**Question.** I am designing a strontium oven with a capillary array, each channel having $L/R=100$. Handbooks give the free-molecular transmission probability of a round tube either as $8R/3L$ or as a long closed formula with a square root and a logarithm, said to be a variational upper bound. Where does that formula come from, why is it a bound, and is the $\ln(L/R)$ term in its expansion physical or an artefact of the trial function? How many digits can I trust at $L/R=100$?

---

**Answer.** The formula follows from the Clausing integral equation, the DeMarcus functional and a trial function linear in the axial coordinate. The closed form is due to Berman (1965). The leading term and the logarithmic term of its expansion belong to the exact transmission probability, while the plain $1/y^2$ term does not. At $y=100$ the bound is within 0.1 % of the exact solution of the model. All of this is derived below.

## 1. Premises and notation

1. Circular tube of radius $R$ and length $L$. Lengths are in units of $R$, so $0\le x\le y$ with $y=L/R$, and $s=\sqrt{y^2+4}$.
2. No collisions between molecules, and steady flow.
3. Molecules enter uniformly over the entrance disc with the cosine angular law, as from a large reservoir in equilibrium.
4. Every molecule that hits the wall is re-emitted from the same spot with the cosine law. There is no loss, no surface migration and no specular part.
5. A molecule that crosses either end plane is gone.

$W$ is the probability that an entering molecule leaves through the far end. Speeds never enter, so $W$ depends on $y$ alone, and not on mass or wall temperature. The scalar product is $(f,g)=\int_0^y fg\,dx$ and $\|f\|^2=(f,f)$.

## 2. Three geometric kernels

**Disc to disc.** Let $F(u)$ be the fraction of cosine-law emission from a unit disc that crosses a coaxial unit disc a distance $u$ away. Both rims lie on a sphere of radius $a=\sqrt{1+u^2/4}$, from which each disc cuts a cap of height $q=a-u/2$ and area $2\pi aq$. A line passes through both discs exactly when it is a chord joining the two caps. The cosine-law measure $\cos\theta\,dA\,d\Omega$ is conserved along lines, so the disc-to-disc exchange equals the cap-to-cap exchange. A chord of length $\ell$ makes $\cos\theta=\cos\theta'=\ell/2a$ with the normals at its ends, so the exchange kernel $\cos\theta\cos\theta'/\pi\ell^2=1/4\pi a^2$ is constant. Hence $\pi F=(2\pi aq)^2/4\pi a^2$ and

$$F(u)=q^2=1+\frac{u^2}{2}-\frac u2\sqrt{u^2+4},\qquad q=\frac{\sqrt{u^2+4}-u}{2}.\tag{1}$$

The inverse relation is $u=1/q-q$, so $du=-(1+q^2)\,dq/q^2$, with $q=1$ at $u=0$ and $q\simeq1/u$ at large $u$.

**Ring to disc.** Molecules from the disc that cross the section at $u$ but not the one at $u+du$ hit the wall ring between them, a fraction $-F'du$. The exchange kernel is symmetric in its two end points, so area times fraction is the same in both directions: $\pi(-F'du)=2\pi\,du\,S(u)$. The probability that a molecule emitted by a ring crosses the section at distance $u$ on a given side is therefore

$$S(u)=-\tfrac12F'(u)=\frac{q^3}{1+q^2},\qquad S(0)=\tfrac12 .\tag{2}$$

**Ring to ring.** By the same subtraction the probability density of landing at axial distance $u>0$ on a given side is $-S'$:

$$K(u)=\tfrac12F''(u)=\frac12\left[1-\frac{u(u^2+6)}{(u^2+4)^{3/2}}\right],\qquad K'(u)=-\frac{12}{(u^2+4)^{5/2}} .\tag{3}$$

$K$ is extended as an even function. It is positive, its integral over the whole line is $2S(0)=1$, and its tail is $K\simeq3/u^4$.

## 3. The Clausing equation

Let $w(x)$ be the probability that a molecule emitted from the wall at $x$ finally leaves at $x=y$. It either flies out directly or lands at $x'$ and starts afresh:

$$w(x)=S(y-x)+\int_0^yK(x-x')\,w(x')\,dx',\qquad W=F(y)+2\int_0^yS(x)\,w(x)\,dx .\tag{4}$$

The second relation adds the direct passage to the first wall hits, whose density is $-F'=2S$. Define $(A\psi)(x)=\psi(x)-\int_0^yK(x-x')\psi(x')\,dx'$ and

$$e(x)=S(x)+S(y-x),\qquad d(x)=S(x)-S(y-x).$$

An emitted molecule lands on the wall or leaves by one of the ends, so $\int_0^yK(x-x')\,dx'=1-e(x)$, which is $A1=e$. $A$ is symmetric because $K$ is even. Expanding the square below and using $A1=e$ gives

$$(\psi,A\psi)=\frac12\iint K(x-x')\,[\psi(x)-\psi(x')]^2dx\,dx'+\int_0^ye\,\psi^2dx .\tag{5}$$

Since $e$ has a positive minimum on $[0,y]$, $A$ is positive definite and invertible.

Put $\psi_*=1-2w$. Then $A\psi_*=e-2S(y-x)=d$. The source $d$ is odd about the midpoint and $A$ commutes with the reflection $x\to y-x$, so $\psi_*$ is odd. Insert $w=(1-\psi_*)/2$ in (4). With $\int_0^yS\,dx=[1-F(y)]/2$, $S=(e+d)/2$ and $(e,\psi_*)=0$ by parity,

$$W=\frac{1+F(y)}2-\frac12(d,\psi_*).\tag{6}$$

## 4. The functional and the bound

In the variable $\psi=1-2w$ the DeMarcus functional reads

$$J[\psi]=\frac{1+F(y)}2-(d,\psi)+\frac12(\psi,A\psi).$$

Use $d=A\psi_*$, complete the square and compare with (6):

$$J[\psi]-W=\tfrac12\big(\psi-\psi_*,A(\psi-\psi_*)\big)\ge0 .\tag{7}$$

Every trial function thus gives an upper bound, with an excess that is quadratic in the defect of the trial function. Take $\psi=c\varphi$ with $\varphi=y/2-x$, the simplest odd function. $J$ is a parabola in $c$ with its minimum at $c=(d,\varphi)/Q$, $Q=(\varphi,A\varphi)$, so

$$W\le W_B=\frac{1+F(y)}2-\frac{(d,\varphi)^2}{2Q}.\tag{8}$$

**Numerator.** By parity $(d,\varphi)=2(S,\varphi)=-\int_0^yF'\varphi\,dx$. Integrating by parts with $\varphi'=-1$,

$$(d,\varphi)=\frac y2[1+F(y)]-\int_0^yF\,du .$$

From (1), $\int_0^yF\,du=y+y^3/6-(s^3-8)/6$, and $\frac y2(1+F)=y+y^3/4-y^2s/4$. With $s^3=(y^2+4)s$,

$$(d,\varphi)=\frac{N}{12},\qquad N=(8-y^2)s+y^3-16 .$$

**Denominator.** In (5), $[\varphi(x)-\varphi(x')]^2=u^2$ with $u=|x-x'|$, and $\iint dx\,dx'\to2\int_0^y(y-u)\,du$. The first term is $\frac12\int_0^y(y-u)u^2F''du=-\frac12\int_0^y(2yu-3u^2)F'du$, the boundary term vanishing at both limits. The second term is $-\int_0^yF'(y/2-u)^2du$. The terms in $yu$ cancel in the sum:

$$Q=-\int_0^yF'\left(\frac{y^2}4-\frac{u^2}2\right)du=\frac{y^2}4[1+F(y)]-\int_0^yuF\,du .$$

The elementary integral $\int_0^yu^2\sqrt{u^2+4}\,du=y(y^2+2)s/4-2\ln\frac{y+s}2$ gives $\int_0^yuF\,du=y^2/2+y^4/8-y(y^2+2)s/8+\ln\frac{y+s}2$. Also $\frac{y^2}4(1+F)=y^2/2+y^4/8-y^3s/8$. Subtracting,

$$Q=\frac{ys}4-\ln\frac{y+s}2 .$$

Since $(N/12)^2/2Q=N^2/288Q$, equation (8) becomes

$$\boxed{W\le W_B=1+\frac{y^2}4-\frac{ys}4-\frac{\big[(8-y^2)s+y^3-16\big]^2}{72\,ys-288\ln\frac{y+s}2}}\tag{9}$$

For a short tube $N\simeq y^3$ and $Q\simeq y^3/12$, so the last term is $y^3/24$ and $W_B=1-y/2+\dots$. This is right: a fraction $y$ of the entering molecules hits the wall, and half of these return.

## 5. Expansion of the bound for long tubes

With $s=y+2/y-2/y^3+4/y^5-\dots$ and $\ln\frac{y+s}2=\ln y+1/y^2-\dots$:

$$\frac{1+F}2=\frac12+\frac1{2y^2}+O(y^{-4}),\qquad N=6y-16+\frac{18}y+O(y^{-3}),$$

$$N^2=36y^2\left[1-\frac{16}{3y}+\frac{118}{9y^2}-\frac{16}{y^3}+\dots\right],\qquad 288Q=72y^2\left[1+\frac{2-4\ln y}{y^2}+O(y^{-4})\right].$$

Dividing,

$$\frac{N^2}{288Q}=\frac12-\frac8{3y}+\frac{2\ln y+50/9}{y^2}-\frac{32\ln y+8}{3y^3}+\dots$$

The halves cancel, and $\frac12-\frac{50}9=-\frac{91}{18}$:

$$W_B=\frac8{3y}-\frac{2\ln y}{y^2}-\frac{91}{18\,y^2}+\frac{32\ln y+8}{3y^3}+O\!\left(\frac{\ln^2y}{y^4}\right).\tag{10}$$

This is the series of the bound. To learn which terms belong to $W$ we need to limit the gap $W_B-W$ from above.

## 6. How far the bound lies above the exact value

**Residual.** Let $r=d-cA\varphi$. By (7), $W_B-W=\frac12(r,A^{-1}r)$. On the whole line the even, normalised kernel reproduces a linear function, so $A\varphi$ equals the integral of $K\varphi$ over the two exterior half-lines. The left one is $\int_x^\infty K(u)\,[y/2+(u-x)]\,du=\frac y2S(x)+\int_x^\infty S\,du=\frac y2S(x)+\frac12F(x)$, and the right one is its mirror image with opposite sign. Hence

$$r(x)=f(x)-f(y-x),\qquad f=\alpha S-\frac c2F,\qquad\alpha=1-\frac{cy}2 .$$

Let $G(u)=\int_u^\infty F\,du'=q+q^3/3$, so $G(0)=4/3$. The primitive $\rho(x)=\int_0^xr\,dx'$ is

$$\rho(x)=C+g(x)+g(y-x),\qquad g=\frac c2G-\frac\alpha2F,\qquad C=-g(0)-g(y).$$

It vanishes at both ends because $r$ is odd. The optimal $c$ makes $(r,\varphi)=0$, and an integration by parts turns this into $\int_0^y\rho\,dx=0$.

**Fourier form.** Extend functions by zero outside the tube and let a hat denote $\int e^{-ikx}(\cdot)\,dx$. Then $(\chi,A\chi)=\int\frac{dk}{2\pi}(1-\hat K)|\hat\chi|^2$. For $\chi=A^{-1}r$ put $E=(r,\chi)=(\chi,A\chi)$. The Cauchy–Schwarz inequality gives $E^2=\big(\int\frac{dk}{2\pi}\hat r^*\hat\chi\big)^2\le E\int\frac{dk}{2\pi}|\hat r|^2/(1-\hat K)$, so $E$ is at most the last integral.

**A lower bound on $1-\hat K$.** Write $K(u)=\int_u^\infty12\,(v^2+4)^{-5/2}dv$ from (3) and do the $u$ integral first:

$$1-\hat K(k)=\int_0^\infty p(v)\left[1-\frac{\sin kv}{kv}\right]dv,\qquad p(v)=\frac{24v}{(v^2+4)^{5/2}},$$

with moments $\int p\,dv=1$, $\int pv\,dv=2$, $\int pv^2dv=8$. At small $k$ this gives $1-\hat K\simeq\frac43k^2$, so the mean square axial step is $8/3$. For all $z>0$,

$$\frac1{1-\sin z/z}\le\frac65+\frac6{z^2}.$$

For $z\le\pi$ use $1-\sin z/z\ge\frac{z^2}6(1-\frac{z^2}{20})$, with which the claim reduces to $(1-z^2/20)(1+z^2/5)\ge1$, true for $z^2\le15$. For $\pi\le z\le2\pi$ the left side is at most 1. For $z\ge2\pi$ it is at most $1+1/(z-1)<6/5$. With $m(v)=1-\sin kv/kv$, Cauchy–Schwarz gives $(\int pv)^2\le\int pm\cdot\int pv^2/m$, that is $4\le(1-\hat K)\,(\frac65\cdot8+6/k^2)$, or

$$\frac1{1-\hat K(k)}\le\frac{12}5+\frac3{2k^2}.$$

Since $\rho$ is continuous and zero at the ends, $\hat r=ik\hat\rho$, and Parseval's relation yields the upper limit below. The lower limit follows from $|\hat K|\le1$, which makes $A\le2$ and $A^{-1}\ge\frac12$:

$$\tfrac14\|r\|^2\le W_B-W\le\Delta=\tfrac65\|r\|^2+\tfrac34\|\rho\|^2 .\tag{11}$$

**Large $y$.** From Section 5, $c=N/12Q=\frac2y\,[1-\frac8{3y}+O(\ln y/y^2)]$, so $yc/2\to1$ and $y\alpha\to8/3$. The condition $\int\rho=0$ gives $C=-\frac2y\int_0^yg\,dx=O(\ln y/y^2)$ because $G\simeq1/u$, so $C$ adds only $O(\ln^2y/y^3)$ to $\|\rho\|^2$. The cross terms between the two ends are $O(\ln y/y^3)$. What remains is twice a half-line integral, elementary in $q$:

$$y^2\|r\|^2\to2I_r,\qquad I_r=\int_0^\infty\left(\tfrac83S-F\right)^2du=\frac{16\pi}9-\frac{748}{135}=0.0443,$$

$$y^2\|\rho\|^2\to2I_\rho,\qquad I_\rho=\int_0^1\left(1-\tfrac43q+\tfrac13q^2\right)^2(1+q^2)\,dq=\frac{32}{105}.$$

For large $y$, $y^2(W_B-W)$ is therefore confined between $I_r/2=0.022$ and $\frac{12}5I_r+\frac32I_\rho=0.56$. The exact transmission probability obeys

$$W=\frac8{3y}-\frac{2\ln y}{y^2}+O\!\left(\frac1{y^2}\right).\tag{12}$$

The remainder multiplied by $y^2$ stays asymptotically between $-5.62$ and $-5.08$. The variational value $-91/18=-5.06$ lies just outside this window, so it and the later terms of (10) describe the bound only.

**Origin of the logarithm.** The tail $3/u^4$ leaves the second moment of $K$ finite, which gives the Knudsen long-tube term $8/3y$, but makes $\int|u|^3K\,du$ diverge logarithmically. Rare flights nearly parallel to the axis are cut off by the tube ends at $u\sim y$. The first three terms of (10) can be summed as $\frac83\big/\big(y+\frac34\ln y+\frac{91}{48}\big)$: the end correction to the length is not a constant but grows as $\frac34R\ln(L/R)$.

## 7. Numbers for $y=100$

Here $s=100.019998$, $F(y)=9.998\times10^{-5}$, $N=584.17998$ and $Q=2495.8947$. Then $(1+F)/2=0.500050$, $N^2/288Q=0.474761$ and $W_B=0.025289$. The two terms nearly cancel, and $N$ itself is a difference of numbers near $10^6$, so (9) should be evaluated in double precision.

| Last term kept in (10) | Term | Partial sum | Relative to $W_B$ |
|---|---|---|---|
| $8/3y$ | 0.026667 | 0.026667 | +5.4 % |
| $-2\ln y/y^2$ | −0.000921 | 0.025746 | +1.8 % |
| $-91/18y^2$ | −0.000506 | 0.025240 | −0.20 % |
| $(32\ln y+8)/3y^3$ | +0.000052 | 0.025292 | +0.01 % |

The plain $1/y^2$ term is more than half of the logarithmic one, so (12) without its remainder is good to only about 2 % here. For the gap, $c=0.019505$ and $\alpha=0.024765$. Integration of the explicit $r$ and $\rho$ gives $\|r\|^2=5.57\times10^{-6}$ and $\|\rho\|^2=2.30\times10^{-5}$, so $\Delta=2.4\times10^{-5}$ and

$$0.02526<W(100)<0.02529 .$$

The three-term sum falls below this interval, so a truncated series is not a bound.

**The strontium oven.** Assumed or typical inputs: $R=100\ \mu$m, $L=10$ mm, 100 capillaries, reservoir at $T=673$ K (400 °C), vapour pressure $p=1.3\times10^{-4}$ mbar, mass $m=87.62$ u, and a Sr–Sr momentum-transfer cross-section $\sigma=1\times10^{-18}$ m², the last an order of magnitude only.

- Mean speed $\bar v=\sqrt{8k_BT/\pi m}=403$ m/s, density $n=p/k_BT=1.40\times10^{12}$ cm⁻³.
- Aperture conductance $C_0=\frac14\bar v\pi R^2=3.17\times10^{-3}$ L/s, capillary conductance $WC_0=8.0\times10^{-5}$ L/s.
- Throughput $nWC_0=1.1\times10^{11}$ s⁻¹ per capillary and $1.1\times10^{13}$ s⁻¹ for the array, which is 51 mg of strontium per year of continuous running.
- The share of transmitted atoms that never touch the wall is $F/W=0.40$ %. Exactly on the axis a distant detector sees the reservoir through the full bore, so the collisionless axial intensity equals that of a thin orifice of the same area, at a consumption lower by $1/W\approx40$.

These are numbers of the model. They scale with $p$, which for strontium near this temperature typically changes by a factor of about 1.5 per 10 K, so the oven temperature limits them far more than $W$ does.

## 8. Range of validity

Inequalities (9) and (11) hold for every $y>0$ under premises 1 to 5. Series (10) needs $y\gg1$, and its truncations converge slowly because of the logarithms. Departures from the premises compare with the 0.1 % gap as follows.

**Gas collisions.** The mean free path is $\lambda=1/\sqrt2\,n\sigma=0.5$ m at the inlet, so $L/\lambda=0.02$. A flight of axial length $u$ is interrupted with probability about $uR/\lambda$. Weighting the tail $u^2K\simeq3/u^2$ on both sides with this probability up to $u\sim y$, and dividing by the second moment $8/3$, gives a relative change in $W$ of order $\frac94(R/\lambda)\ln y\approx0.2$ %. This is a rough size, but it already rivals the gap, so $W\approx0.0253$ is all that can be carried over to the oven. The axial intensity is more sensitive: it depends on $L/\lambda$, with a cross-section that includes small-angle scattering. When $\lambda<L$ the logarithm is cut off at $\lambda$ instead of $L$, and (10) and (12) fail.

**Geometry.** The conductance varies as $WR^2\propto R^3/L$ at leading order, so a 1 % tolerance on the bore gives 3 %.

**Wall law.** A specular part of the scattering lengthens the axial steps and raises $W$, and then (9) is no longer a bound on the real tube.

**Wall loss.** With a loss probability $\eta\ll1$ per hit, $K\to(1-\eta)K$ and for slowly varying $w$ the equation becomes $\frac43w''=\eta w$. With $w(0)\approx0$, $w(y)\approx1$ and $W\propto w'(0)$, the transmission is multiplied by $\kappa y/\sinh\kappa y\simeq1-\eta y^2/8$, where $\kappa=\sqrt{3\eta/4}$. At $y=100$ a 0.1 % effect needs only $\eta=8\times10^{-7}$. This is why the capillaries have to be kept hotter than the reservoir, so that no net condensation occurs. Under premise 4 the hotter wall leaves $W$ unchanged.

The same geometry occurs in chip making. A contact or memory hole with an assumed diameter of 100 nm and depth of 5 µm has $y=100$. If the mean free path far exceeds the depth, a precursor molecule or radical that is not lost at the sidewall reaches the bottom plane before leaving again with probability 0.0253. For an assumed sidewall loss $\eta=10^{-3}$ the model has $\kappa y=2.7$ and a reduction factor of 0.36 at leading order in $1/y$, which cuts the arrival probability to about a third.